**TiAl₃ under pressure: do 25 GPa tell us about 90?**

A crystal of TiAl₃ has been squeezed step by step in a density-functional calculation with the r2SCAN functional. The compression is known up to 25 GPa. The question is how much smaller the cell will be at 50 and 90 GPa, and what its enthalpy $H = E + PV$ will be there, with $E$ the internal energy, $P$ the pressure and $V$ the volume. The atoms are treated as being at rest: both heat and zero-point motion are left out.

TiAl₃ (I4/mmm, 4-atom primitive cell), relaxed under hydrostatic pressure at zero temperature with its symmetry kept. Ansatz 0.2.0, r2SCAN, plane-wave PAW, scalar-relativistic, no spin polarisation, 500 eV cutoff; at zero pressure, 16×16×16 k mesh and 0.1 eV Gaussian smearing. Changes are relative to the 0 GPa cell (15.65 Å³ per atom); a is the length of a primitive vector.

```csv
pressure (GPa),volume change (%),enthalpy change (eV/atom),a change (%)
-1,0.81,-0.098,0.27
0,0.00,0.000,0.00
1,-0.83,0.097,-0.28
4,-3.23,0.384,-1.13
12,-8.41,1.119,-2.96
25,-14.70,2.241,-5.26
50,?,?,?
90,?,?,?
```

**Why a straight line will not do**

The resistance to compression is the bulk modulus $B = -V\,dP/dV$. If it stayed at its zero-pressure value, the volume would shrink by 19.6 % at 25 GPa; the calculation gives 14.7 %. The crystal therefore stiffens considerably within the known range, and the forecast depends on how this stiffening continues.

The cause is standard physics, which volumes alone cannot prove. The attraction between electrons and ions grows roughly as $1/r$ when all distances $r$ shrink, while the kinetic energy of the confined electrons grows roughly as $1/r^2$. Overlap of the ion cores adds a still steeper repulsion. At zero pressure the two tendencies balance, and with every further step inward the steeper one gains.

This picture also says how the stiffening should proceed. Let the attraction vary as $r^{-m}$ and the repulsion as $r^{-n}$, with $n$ larger than $m$. Differentiating such an energy gives an initial slope $dB/dP = 2 + (m+n)/3$. Under strong compression the repulsion dominates, and the slope falls towards $1 + n/3$. The crystal goes on getting stiffer, but by less for each added gigapascal.

**A model with one constant**

A convenient energy of this kind is quadratic in $y - 1$, where $y = (V_0/V)^{2/3}$ and $V_0$ is the volume at zero pressure:

$$E = \tfrac{9}{8} B_0 V_0 (y-1)^2 .$$

Multiplied out, it contains a repulsion with $n = 4$ and an attraction with $m = 2$. These exponents belong to the chosen measure of strain and do not identify particular forces. They fix the initial slope at 4 and let it fall towards 7/3. The pressure is $-dE/dV$:

$$P = \tfrac{3}{2} B_0 \left[ (V_0/V)^{7/3} - (V_0/V)^{5/3} \right].$$

This is the second-order Birch–Murnaghan equation. Its only adjustable constant is the zero-pressure bulk modulus $B_0$, and a fit to the six known rows gives 114 GPa. The rows at 4, 12 and 25 GPa, taken one at a time, give the same value within half a gigapascal, so the assumed curvature suits the known range.

The rows next to zero pressure fit less well. Expansion at −1 GPa should be slightly larger than contraction at +1 GPa, but it comes out slightly smaller. Read from these two small steps alone, the bulk modulus would be 120 to 124 GPa. The reason lies in the relaxations, which stopped slightly short of their targets: the cells labelled −1, 0 and 1 GPa are actually under −0.96, −0.04 and 0.94 GPa. With these pressures the two steps give 113 and 117 GPa, the lower value on the side of expansion, as it should be. Such small errors matter greatly in a step of 1 GPa and hardly at all in one of 25, so the larger compressions are the better guide to $B_0$. Every run in the series converged without a warning. The notes to the data do urge caution far from the equilibrium volume, but this comes from the data makers' tests on other systems, not from these runs. It matters most for the strongest compressions and gives no size for an error here.

**The estimate for 50 GPa**

This row took no part in the fit. The bracket in the pressure equation must equal $50/(1.5 \times 114.4) = 0.291$. Trying volumes, one finds that $V/V_0 = 0.771$ satisfies it, a contraction of 22.9 %.

The enthalpy follows without another fitted constant. With $V_0 = 15.65$ Å³ per atom and 1 eV/Å³ = 160.2 GPa, the term $PV$ is $50 \times 0.7713 \times 15.65/160.2 = 3.77$ eV per atom. At this volume $y = 1.189$, and the energy formula adds 0.45 eV. The sum is 4.22 eV per atom.

**The shape of the cell**

The column "a change" describes the slanted vector of the primitive cell, not the conventional tetragonal axis $a$. Combined with the volume, it shows that at 25 GPa the conventional $a$ has shrunk by 5.1 % and $c$ by 5.3 %. Such even compression is plausible for this structure: it is a stack of face-centred cubes stretched by 12 % along $c$, in which every atom has twelve near neighbours, with no weakly bound layers to give way first.

**Forecasts**

- The volume change is −22.9 ± 0.5 % at 50 GPa and −31.1 ± 1.0 % at 90 GPa.
- The enthalpy change is 4.22 ± 0.03 eV/atom at 50 GPa and 7.06 ± 0.07 eV/atom at 90 GPa.
- The mean stiffness of each new pressure step exceeds that of the step before.
- The ratio $c/a$ lies below its zero-pressure value by less than 1 % in both rows.

The error bars are judgements about how far the form of the equation can be trusted, not statistical errors. For comparison, Murnaghan's law starts with the same bulk modulus and the same slope of 4 but keeps that slope for ever. It gives −29.9 % at 90 GPa, though at 25 GPa the two laws differ by less than 0.2 percentage points.

The withheld rows as computed:

```csv
pressure (GPa),volume change (%),enthalpy change (eV/atom),a change (%)
50,-22.97,4.216,-8.45
90,-31.41,7.048,-11.90
```

**What came out**

All the forecasts hold within their ranges. The computed contraction exceeds the central forecast by 0.1 percentage points at 50 GPa and by 0.3 at 90 GPa. The computed curve is thus slightly softer than the model: at the volume computed for 90 GPa, the equation would demand about 92 GPa. An energy quadratic in $y-1$ leaves out higher powers, which hardly count at small strain and grow with compression. Whether they alone make up this 2 % in pressure is untested.

The larger miss of Murnaghan's law, 1.5 percentage points at 90 GPa, is more instructive. It shows what a constant slope costs. One can estimate the actual slope by assigning the mean stiffness of each step to the middle of that step. The last two steps give $(344.7 - 245.1)/(70 - 37.5) = 3.1$, well below 4. The crystal does keep stiffening, but at a falling rate, as expected once repulsion outweighs attraction.

The enthalpy is forecast more closely than the volume, and for a simple reason. Since $dH = V\,dP$ at zero temperature, an error in volume enters only through its average over the pressure range. Between 50 and 90 GPa the model volume is too large by about 0.2 % of $V_0$ on average, or 0.03 Å³ per atom. Over 40 GPa this adds $0.03 \times 40/160.2 \approx 0.008$ eV, which is the miss at 90 GPa. The good enthalpy is therefore a consequence of the good volume, not a second, independent success.

Most of the enthalpy is the $PV$ term, even at the highest pressure. The internal energy supplies 0.16 eV per atom at 25 GPa and 1.02 eV at 90 GPa. It grows faster than $PV$ because it starts with the square of the compression. Neither quantity says whether TiAl₃ remains the stable phase: the symmetry was kept throughout, and a transition would show only by comparison with other structures or in the lattice vibrations.

The ratio $c/a$ holds a small surprise. It is 0.34 % below its starting value at 50 GPa but only 0.27 % below at 90 GPa, so the slight extra softness along $c$ does not persist. The forecast range allowed for this but did not foresee the turn. With a single row beyond it, the turn is an observation without a tested cause.

**At a metal contact**

TiAl₃ can form where titanium meets aluminium in contacts and interconnects. Stresses there belong to the beginning of the table, where a hydrostatic pressure of 1 GPa changes the volume by less than 1 %. Stiffening matters little at that scale, and for the hydrostatic part of the stress a single bulk modulus is enough. It is better taken from the fit than from the rows at ±1 GPa with their nominal pressures. The analysis output below lists the model values and the misses for every row.

The analysis program printed:

```
fit of pressure_series on 6 rows: coefficient of g 114.4 +/- 0.18; rms 0.0407, worst -1 0.0918, leave-one-out rms 0.0464
  rows outside the fit (model, value, miss): 50 50.38, 50, 0.381; 90 91.92, 90, 1.92
Volume change in %:
  row    model  computed  model less computed  constant stiffness  Murnaghan slope 4
   -1   0.8938      0.81              0.08375              0.8779             0.8937
    0        0         0                    0                   0                  0
    1  -0.8555     -0.83             -0.02552             -0.8703            -0.8555
    4   -3.222     -3.23             0.008386              -3.436              -3.22
   12    -8.42     -8.41             -0.01008              -9.958             -8.386
   25    -14.7     -14.7             0.004592              -19.63             -14.53
   50   -22.87    -22.97               0.1001              -35.41             -22.33
   90    -31.1    -31.41               0.3107              -54.46             -29.92
Energies in eV/atom and stiffness in GPa and axes in %:
  row  model enthalpy  model less computed  internal energy  mean stiffness since row before  c/a change  conventional a change  conventional c change
   -1        -0.09811           -0.0001129        0.0004708                              n/a    0.001897                 0.2686                 0.2705
    0               0                    0                0                              124           0                      0                      0
    1         0.09726            0.0002588        0.0001311                              120   -0.006739                -0.2752                -0.2819
    4          0.3843            0.0002552         0.005902                            122.5       -0.11                 -1.052                 -1.161
   12           1.119            0.0003112          0.04542                            145.4     -0.2001                 -2.821                 -3.015
   25            2.24           -0.0007908            0.158                            182.7      -0.271                 -5.076                 -5.333
   50           4.216            0.0001278           0.4539                            245.1     -0.3383                 -8.228                 -8.538
   90           7.056             0.008163            1.018                            344.7     -0.2678                 -11.73                 -11.97
B from the 4 GPa row alone [GPa]: 114.1
B from the 12 GPa row alone [GPa]: 114.6
B from the 25 GPa row alone [GPa]: 114.4
PV share of the enthalpy change at 25 GPa [%]: 92.95
error bar of the volume forecast at 50 GPa [% points]: 0.5
error bar of the volume forecast at 90 GPa [% points]: 1
error bar of the enthalpy forecast at 50 GPa [eV/atom]: 0.03
error bar of the enthalpy forecast at 90 GPa [eV/atom]: 0.07
```
